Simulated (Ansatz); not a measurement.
# How methods differ on AlH3Cl− (SMILES [H][Al-]([H])([H])[Cl])

AlH3Cl−: 5 atoms, total charge -1, spin state singlet. As SMILES, `[H][Al-]([H])([H])[Cl]`. Geometry: a GFN2-xTB relaxation, a rough one for these elements and not checked as a minimum.

| atom | x (Å) | y (Å) | z (Å) |
| --- | --- | --- | --- |
| Al | -0.0024 | 0.0004 | -0.1342 |
| Cl | 0.0138 | -0.0184 | 1.9618 |
| H | 1.5321 | 0.0117 | -0.6170 |
| H | -0.7754 | 1.3344 | -0.5904 |
| H | -0.7681 | -1.3281 | -0.6202 |

Each level gives the energy change with the Al1–H4 bond stretched from 1.608 to 3.216 Å (eV). The values are calculated.

```json
{"level": "SVWN5/STO-3G (restricted)", "kind": "LDA", "program": "Ansatz", "value (eV)": "5.39", "less FCI/STO-3G": "-0.24"}
{"level": "B3LYP/STO-3G (restricted)", "kind": "global hybrid", "program": "Ansatz", "value (eV)": "5.55", "less FCI/STO-3G": "-0.08"}
{"level": "CAM-B3LYP/STO-3G (restricted)", "kind": "range-separated hybrid", "program": "Ansatz", "value (eV)": "6.06", "less FCI/STO-3G": "+0.43"}
{"level": "BCCD(T)/STO-3G (restricted)", "kind": "coupled cluster or CI", "program": "Ansatz", "value (eV)": "5.63", "less FCI/STO-3G": "0.00"}
{"level": "CCSD/STO-3G (restricted)", "kind": "coupled cluster or CI", "program": "Ansatz", "value (eV)": "5.69", "less FCI/STO-3G": "+0.06"}
{"level": "CCSDT(Q)/STO-3G (restricted)", "kind": "coupled cluster or CI", "program": "Ansatz", "value (eV)": "5.64", "less FCI/STO-3G": "+0.01"}
{"level": "CCSDT/STO-3G (restricted)", "kind": "coupled cluster or CI", "program": "Ansatz", "value (eV)": "5.61", "less FCI/STO-3G": "-0.02"}
{"level": "FCI/STO-3G", "kind": "exact in the basis", "program": "Ansatz", "value (eV)": "5.63", "less FCI/STO-3G": "0.00"}
```

FCI/STO-3G is exact within its basis and frozen core, so for wave-function methods in that basis the difference is their error; functionals converge differently with the basis, so for them it is only a difference. Sets without diffuse functions describe the anion poorly. The first shape isn't each level's own minimum. The values span 5.39 to 6.06 eV. All rows use very small basis sets, so even the best lies far from the true value.

The coupled-cluster values cluster tightly around FCI, while the functionals scatter on both sides of it. Stretching one Al–H σ bond brings σ and σ* closer together, so a single closed-shell determinant becomes a poorer reference. Double excitations recover most of the pair correlation involved, leaving CCSD only 0.06 eV too high. Triples lower the stretched structure further relative to the start, and CCSDT slightly overshoots at -0.02 eV. The exact match of BCCD(T) therefore probably owes something to cancellation between approximate triples and missing higher excitations.

Among the functionals, the cost rises from SVWN5 to B3LYP to CAM-B3LYP, which suggests that more exact exchange, especially at long range, penalises the restricted stretched state. B3LYP's closeness to FCI need not mean that it describes the bond breaking correctly.

Chemically, this anion should lose hydride to leave neutral AlH2Cl, both closed-shell. A minimal basis cannot let the hydride expand, which probably raises the cost and exaggerates the open-shell character of the stretched bond.
